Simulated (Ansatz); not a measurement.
**SiH3O (SMILES [O][SiH3]): the energy, rung by rung**

The species is SiH3O (5 atoms), meant as a doublet with charge 0. As SMILES, `[O][SiH3]`. The coordinates come from a GFN2-xTB relaxation.

```xyz
5

O    -1.4166    0.2678    0.6902
Si   -0.0659    0.0078    0.0199
H    -0.1206   -0.2424   -1.4475
H     0.6859   -1.1593    0.5729
H     0.9172    1.1260    0.1645
```

Each level gives the energy change with the O1–Si2 bond stretched from 1.530 to 3.060 Å (eV). The values are calculated.

```csv
level,kind,program,value (eV),less FCI/STO-3G
UHF/STO-3G,Hartree–Fock,Ansatz,1.53,-0.58
UBHLYP/STO-3G,global hybrid,Ansatz,2.94,+0.83
UB2PLYP/STO-3G,double hybrid,Ansatz,2.83,+0.72
UMP2/STO-3G,perturbation theory,Ansatz,2.01,-0.10
UCCSD/STO-3G,coupled cluster or CI,Ansatz,2.11,0.00
FCI/STO-3G,exact in the basis,Ansatz,2.11,0.00
```

FCI/STO-3G is exact within its basis and frozen core, so for wave-function methods in that basis the difference is their error; functionals converge differently with the basis, so for them it is only a difference. The first shape isn't each level's own minimum. The values span 1.53 to 2.94 eV. Spin contamination of the reference (⟨S²⟩ at least 0.1 too high) touches UHF/STO-3G, UBHLYP/STO-3G, UB2PLYP/STO-3G, UMP2/STO-3G, UCCSD/STO-3G. All rows use very small basis sets, so none should be taken for the real molecule's value.

Stretching the Si–O bond costs 2.11 eV at the FCI level but only 1.53 eV in UHF, so electron correlation contributes substantially to the resistance to stretching. In the compact bond, the shared electron pair gains considerable correlation energy. As the bond lengthens, the electrons localise on silyl and oxygen and much of that gain disappears. UMP2 recovers most of the missing energy, and UCCSD matches FCI to the printed precision, which suggests that connected triple excitations matter little for this energy difference.

The two functionals give larger values, probably because their density-based correlation is less restricted by the small virtual space. Even so, the FCI cost looks low for a characteristically strong Si–O bond. A minimal basis lacks the polarisation functions on silicon and the radial flexibility on oxygen needed to describe such a polar bond, and the stretched structure may still retain some interaction between the fragments. The energy change is therefore not a bond dissociation energy.
